Dear colleague,

A conductance curve $G(z)$ of a W tip over W(110) that runs smoothly into contact contains the elastic stretch of the junction point by point. From it we can recover the barrier, the range of the bond and the margin against a jump. One force value then adds the stiffness. To show what the inversion needs and where it is weak, I work it through below on numbers that I made for the exercise and rounded as your data would be. None of them is a measurement.

**Conventions and the elastic relation**

Let $s$ be the true gap between apex atom and surface, and $z$ the piezo position, increasing on retraction. $F(s)$ is the normal force on the tip, positive when repulsive, and $k_{ts}=-dF/ds$. Tip and sample deform as springs in series with total stiffness $k$. With the origin of $z$ chosen so that $z=s$ for an unloaded junction, the energy at fixed $z$ is

$$U(s)=E(s)+\tfrac12 k\,(s-z)^2,\qquad F=-\frac{dE}{ds}.$$

Setting $\partial U/\partial s=0$ gives $z=s-F(s)/k$. I call $w=-F/k$ the stretch, positive under attraction, so that $z=s+w$. Differentiating along the equilibrium curve,

$$g\equiv\frac{dz}{ds}=1+\frac{k_{ts}}{k},\qquad \frac{ds}{dz}=\frac{1}{1+k_{ts}/k}.$$

Three consequences follow. If $G\propto e^{-2\kappa s}$ with $\phi=\hbar^2\kappa^2/2m$, the apparent barrier is

$$\phi_A=\frac{\hbar^2}{8m}\left(\frac{d\ln G}{dz}\right)^2=\frac{\phi}{(1+k_{ts}/k)^2}.$$

It is raised where $k_{ts}<0$, outside the point of strongest attraction, and reduced where $k_{ts}>0$, inside it. Second, a change $\delta s$ of the gap at a fixed lateral position costs the piezo $g\,\delta s$. Third, $\partial^2U/\partial s^2=k+k_{ts}=kg$, so the equilibrium is stable only while $g>0$. The jump to contact starts where $k_{ts}=-k$.

**Two model choices**

The forces matter at conductances that are no longer small against $G_0=2e^2/h$, so the pure exponential has to be corrected for saturation. I take one channel with hopping $t$ between apex and surface, and local Green functions that are purely imaginary at the Fermi level, $-i\pi\rho_1$ and $-i\pi\rho_2$. The transmission is then

$$T=\frac{G}{G_0}=\frac{4x}{(1+x)^2},\qquad x=\pi^2t^2\rho_1\rho_2=e^{-2\kappa s}.$$

The last equality assumes a constant decay rate, and it places the origin of $s$ at the gap where $x=1$. Since $T$ is unchanged under $x\to1/x$, we take the tunnelling branch $x<1$. From $d\ln T/d\ln x=(1-x)/(1+x)$, whose square is $1-T$, the barrier read from the raw curve is $\phi_A=\phi\,(1-T)/g^2$. With $s$ fixed in this way the piezo has an unknown origin, and $z=z_c+s+w$.

For the short-range bond I use the Rydberg form known from the universal binding relation of Rose, Ferrante and Smith, with $a=(s-s_e)/\ell$:

$$E=-E_b(1+a)e^{-a},\qquad F=-\frac{E_b}{\ell}\,a\,e^{-a},\qquad k_{ts}=\frac{E_b}{\ell^2}(1-a)e^{-a}.$$

The attraction is strongest at $a=1$, where $|F|=E_b/(e\ell)$ and $k_{ts}=0$ ($e$ is here the base of the natural logarithm). The gradient is most negative at $a=2$. In terms of the length $D=E_b/(k\ell)$,

$$w=D\,a\,e^{-a},\qquad g=1+\frac{D}{\ell}(1-a)e^{-a},\qquad g_{\min}=1-r,\quad r=\frac{D}{e^2\ell}.$$

The approach is smooth for $r<1$. The unknowns are $\phi$, $z_c$, $\ell$, $s_e$, $E_b$ and $k$.

**The data (made for the exercise)**

The piezo position is read at conductances for which $x_n=0.25\times5^{-n}$, so that the gaps form a ladder $s_n=s_0+n\Delta$ with $\Delta=\ln5/2\kappa$ and $s_0=\ln 4/2\kappa$. At 10 mV the currents run from 0.40 pA to 0.50 µA. Each $z_n$ carries an independent standard uncertainty of 0.5 pm, and $z=0$ is set at the innermost point.

| $n$ | $x_n$ | $G/G_0$ | $z_n$ (pm) |
|---|---|---|---|
| 0 | 0.25 | 0.640 | 0.0 |
| 1 | 0.05 | 0.181 | 67.4 |
| 2 | 0.01 | 0.0392 | 120.0 |
| 3 | 0.002 | 0.00797 | 182.1 |
| 6 | $1.6\times10^{-5}$ | $6.40\times10^{-5}$ | 390.4 |
| 9 | $1.28\times10^{-7}$ | $5.12\times10^{-7}$ | 604.9 |

Two further items are given. The strongest short-range attraction along the approach is $3.0\pm0.2$ nN, with the long-range background subtracted and any bending of the force sensor already removed from $z$. The constant-current atomic corrugation is 18.0 pm at set point 0 and 6.0 pm at set point 1, each to 0.5 pm.

**Step 1: barrier and baseline**

At points 6 and 9 the stretch is taken as zero, which I test afterwards. Then $\Delta=(604.9-390.4)/3=71.5$ pm, so $2\kappa=\ln5/\Delta=2.251$ Å$^{-1}$ and $\kappa=1.1255$ Å$^{-1}$. With $\hbar^2/2m=3.810$ eV Å$^2$ this gives $\phi=4.83$ eV. The innermost gap is $s_0=61.6$ pm. A rigid junction would follow the baseline $b_n=z_6-(6-n)\Delta$, which is $-38.6$, 32.9, 104.4 and 175.9 pm for $n=0$ to 3, and the piezo origin is $z_c=b_0-s_0=-100.2$ pm.

**Step 2: the stretch**

The differences $w_n=z_n-b_n$ are 38.6, 34.5, 15.6 and 6.2 pm. No force law has entered so far. These four numbers are $-F/k$ at known gaps, given only that $\ln x$ is linear in $s$.

**Step 3: shape of the bond**

On the ladder $a_n=a_0+n\delta$ with $\delta=\Delta/\ell$. Writing $q=e^{\delta}$, the product $w_nq^n=De^{-a_0}(a_0+n\delta)$ is linear in $n$, so its second difference vanishes:

$$w_2q^2-2w_1q+w_0=0,\qquad q=\frac{w_1\pm\sqrt{w_1^2-w_0w_2}}{w_2}.$$

Here $w_1^2-w_0w_2=588.09$ pm$^2$, its root is 24.25 pm, and the two solutions are $q=3.766$ and $q=0.657$. I take the first and deal with the second below. It gives $\delta=1.326$ and $\ell=\Delta/\delta=53.9$ pm. The ratio of the first two terms of the linear sequence is $w_1q/w_0=1+\delta/a_0=3.366$, so $a_0=0.5604$. Then

$$D=\frac{w_0e^{a_0}}{a_0}=120.6\ \text{pm},\qquad \frac{D}{\ell}=2.24,\qquad r=0.303,$$

and $s_e=s_0-a_0\ell=61.6-30.2=31.4$ pm. The force would vanish about 31 pm before the channel opens fully.

Point 3 was left out. The same recurrence predicts $w_3=(2qw_2-w_1)/q^2=5.9$ pm, which is 0.3 pm below the 6.2 pm in the data, while the propagated uncertainty of that difference is 0.7 pm. My data come from the same model, so this tests only the arithmetic. On your data it is the first test of the force law. The fitted curve also gives the stretch that I neglected at point 6, namely 0.2 pm. Removing it would raise $\ell$ by 1.5 % and lower $r$ by 0.4 %, both inside the uncertainties found below.

**Step 4: stiffness and binding energy**

The conductance curve depends on $E_b$ and $k$ only through $D$. The force value separates them. It is well suited to this, because the deformation only relabels the abscissa of the force curve and leaves the value of the extremum unchanged. The largest stretch is $w_{\max}=D/e=44.4$ pm, and so

$$k=\frac{3.0\ \text{nN}}{w_{\max}}=67.6\ \text{N/m},\qquad E_b=e\,\ell\,|F|_{\max}=2.74\ \text{eV},\qquad k_{ts}^{\min}=-\frac{|F|_{\max}}{e\,\ell}=-20.5\ \text{N/m}.$$

The junction is $1/r=3.3$ times as stiff as the threshold for a jump. An extra spring $k'$ in series, such as a soft sensor or a loose apex cluster, would bring on the jump once $1/k+1/k'$ exceeds $1/|k_{ts}^{\min}|$, that is for $k'$ below about 29 N/m.

**What the barrier does**

With these parameters the local quantities at the four inner points are:

| $n$ | $a_n$ | $g$ | $\phi/g^2$ (eV) | $\phi(1-T)/g^2$ (eV) |
|---|---|---|---|---|
| 3 | 4.54 | 0.92 | 5.8 | 5.7 |
| 2 | 3.21 | 0.80 | 7.5 | 7.2 |
| 1 | 1.89 | 0.70 | 9.9 | 8.1 |
| 0 | 0.56 | 1.56 | 2.0 | 0.7 |

On approach the apex first runs ahead of the piezo, and the elastic barrier roughly doubles near $a=2$. It returns to $\phi$ at $a=1$, which here lies at $G=0.45\,G_0$. Further in the bond stiffens, the gap closes more slowly than the piezo advances, and the barrier is reduced. At point 0 the elastic factor $1/g^2=0.41$ and the saturation factor $1-T=0.36$ are of equal weight. A low $\phi_A$ near contact cannot be assigned to elasticity until saturation has been divided out.

**Corrugation**

Let $\zeta_I$ be the height difference of the constant-current contour between two sites, measured in the true gap from a fixed plane of nuclei. Let $\delta F$ be the difference in force between the two sites at equal $s$. From $z=z_c+s-F/k$, to first order,

$$\Delta z=g\,\zeta_I-\frac{\delta F}{k}.$$

If the force does not depend on the site, the corrugation appears multiplied by $1+k_{ts}/k$. This amplifies it for $k_{ts}>0$ and attenuates it for $k_{ts}<0$. If the force curve is merely displaced by $\zeta_F$ between the sites, then $\delta F=k_{ts}\zeta_F$ and $\Delta z=\zeta_I+(k_{ts}/k)(\zeta_I-\zeta_F)$. A purely geometric step, with $\zeta_F=\zeta_I$, is therefore imaged at its true height.

For a site-independent force the data give $\zeta_I=18.0/g=11.5$ pm at point 0 and $6.0/g=8.6$ pm at point 1. The apparent growth of the corrugation by a factor 3.0 between the two set points then shrinks to 1.3, and most of it is elastic. For $\zeta_F=\zeta_I$ the values stay at 18.0 and 6.0 pm, and none of it is elastic. The data as given cannot decide between these readings. A site difference in bond strength adds to the ambiguity, since 10 % in $E_b$ contributes a tenth of the stretch, 3.9 pm at point 0 and about 3 pm at point 1. The remedy is a $G(z)$ curve on each site, inverted separately.

**Uniqueness**

Within the model the solution is unique up to one discrete and one continuous ambiguity. The discrete one is the second root. Inserting the exact $w_n$ shows that $w_1^2-w_0w_2=(D\delta e^{-a_0}/q)^2$. For $D>0$, $\delta>0$ and $a_0>0$ the upper sign therefore returns $q$ and the lower sign returns $q\,a_0/(a_0+2\delta)$. The curve belonging to the lower root passes through all three points. Here it has $q<1$, which means $\ell=-170$ pm and a stretch whose size grows without bound at large gap. That contradicts the straight baseline assumed in step 1. If the lower root came out above one, it would need $D<0$, with repulsion outside and attraction inside, and would be rejected on that ground.

The continuous ambiguity is $(E_b,k)\to(cE_b,ck)$ for any $c>0$, which leaves every $G(z)$ unchanged. Current alone yields $\phi$, $\ell$, $s_e$, $D$ and $r$. It cannot tell a weak bond on a soft apex from a strong bond on a stiff one. The question of a jump is unaffected, because it involves only $r$.

**How errors in the data carry through**

Differentiating the quadratic implicitly gives

$$d\delta=-\frac{dw_0-2q\,dw_1+q^2dw_2}{2q\sqrt{w_1^2-w_0w_2}}.$$

The outer point is weighted $q^2=14.2$ times as strongly as the inner one. The baseline is extrapolated, $b_0=3z_6-2z_9$ and similarly for the others, so errors in the two far points enter all $w_n$ together and must be carried as correlated. Following each $z_n$ through steps 1 to 3 gives the logarithmic sensitivities in per cent per picometre:

| | $z_0$ | $z_1$ | $z_2$ | $z_6$ | $z_9$ | total for 0.5 pm (%) |
|---|---|---|---|---|---|---|
| $\ln\ell$ | 0.4 | $-3.1$ | 5.9 | $-7.1$ | 3.9 | 5.2 |
| $\ln D$ | 0.8 | 3.0 | $-2.3$ | $-5.2$ | 3.6 | 3.7 |
| $\ln r$ | 0.4 | 6.1 | $-8.1$ | 1.9 | $-0.3$ | 5.2 |

Each row sums to zero, as it must, because a common shift of all $z_n$ changes only $z_c$. The far points dominate the uncertainty of $\ell$ and $D$ but largely cancel in their ratio. The force value carries 6.7 %, which is added in quadrature to 3.7 % for $k$ and to 5.2 % for $E_b$ and $k_{ts}^{\min}$. The statistical results are

$$\phi=4.83\pm0.03\ \text{eV},\quad \ell=54\pm3\ \text{pm},\quad s_e=31\pm3\ \text{pm},\quad D=121\pm4\ \text{pm},$$

$$r=0.303\pm0.016,\quad k=68\pm5\ \text{N/m},\quad E_b=2.7\pm0.2\ \text{eV},\quad k_{ts}^{\min}=-20\pm2\ \text{N/m}.$$

An error in the piezo calibration multiplies all lengths by one factor. Two per cent in the scale moves $\ell$, $D$, $s_e$, $k$ and $E_b$ by two per cent and $\phi$ by four. It leaves $r$ and $g$ untouched, since they are ratios of lengths.

**Terms left out of the model, with their sizes**

Any departure of $\ln x$ from a straight line in $s$ is read as stretch, and two such departures exceed the statistical uncertainty.

The first is the image interaction. As an estimate, lower the whole barrier by the classical mid-gap value $\alpha/d$, where $d$ is the distance between image planes and $\alpha=e^2\ln2/4\pi\varepsilon_0=9.98$ eV Å ($e$ is the charge in this one formula). The exponent becomes $2\kappa L$ with $L=\sqrt{d(d-b)}$ and $b=\alpha/\phi=2.07$ Å, so that $d=b/2+\sqrt{L^2+b^2/4}$. Our ladder is uniform in $L$. The constant $b/2$ disappears into $z_c$, but the curvature of $d(L)$ remains. Assuming $L=2.0$ Å at point 0, which means $d=3.3$ Å, a perfectly rigid junction analysed as above would show false stretches of 12, 7 and 4 pm at points 0, 1 and 2. Subtracting them and repeating step 3 gives $\ell=50$ pm, $D=95$ pm, $r=0.26$ and $k=86$ N/m. The estimate is crude, and it depends on the assumed $L$, but it shows that $k$ may be off by about a quarter.

The second is the number of channels. Saturation places the inferred gap $\ln(1+x)/\kappa$ below the pure-exponential value, which is 20, 4.3 and 0.9 pm at points 0 to 2. A W apex may conduct through several $d$-derived channels. With two equal channels, each of transmission $T/2$, these shifts would be smaller by 12, 2.2 and 0.4 pm. A gap error $\epsilon$ at a ladder point acts like an error $g\,\epsilon$ in $z_n$, and the sensitivity table then lowers $r$ by about 14 % in a linear estimate.

Anharmonicity of the apex affects the results unequally. The quantity $1-r$ is the smallest slope $dz/ds$ of the fitted curve, and the jump condition $dz/ds=0$ holds for any spring law, with $k$ read as the tangent stiffness. Likewise $|F|_{\max}/w_{\max}$ is the secant stiffness at peak load for any monotonic spring. In contrast, $\ell$ and $E_b$ describe the bond only if $w$ is proportional to $F$. Suppose for scale that the peak stretch is shared by four layer spacings in series, 11 pm each, with the same Rydberg range. The secant stiffness of such a spring is $e^{-a}$ times its small-load value, here 0.81 of it, and $\ell$ and $E_b$ could be distorted to a similar degree.

The van der Waals background is smaller. Take an approximate Hamaker constant $H=0.4$ aJ, an assumed tip radius $R=5$ nm, and a macroscopic gap $d_m$ closing from 1.2 to 0.6 nm. Then $HR/6d_m^2$ rises from 0.23 to 0.93 nN. This load is spread over a radius of order $\sqrt{Rd_m}=1.7$ nm and does not act on the apex spring. With typical values for W of 411 GPa for Young's modulus $Y$ and 0.28 for Poisson's ratio $\nu$, the contact modulus of two W bodies is $E^*=Y/[2(1-\nu^2)]=223$ GPa. The flat-punch stiffness $2E^*\sqrt{Rd_m}$ is then about $7.7\times10^2$ N/m, and the added stretch over the whole approach is about 0.9 pm.

Taken together, the barrier is fixed by the far points to better than one per cent statistically and is limited by the piezo scale. The margin $r$ lies near 0.3, and each of the two electronic corrections estimated above lowers it by roughly a seventh. The finding that the approach is smooth by a factor of three or more in stiffness therefore survives them. The values of $k$, $\ell$ and $E_b$ are good to one figure and a guarded second. To do better, record $F$ together with $G$ along the whole approach and plot $w_n$ against $-F_n$. For a linear spring and a constant $\kappa$ the points fall on one line through the origin with slope $1/k$, and the branches outside and inside $a=1$ retrace each other. A common curvature of both branches signals an anharmonic apex. A gap between the branches signals a decay rate or a channel count that changes with $s$, because these depend on the gap and not on the load.

With best regards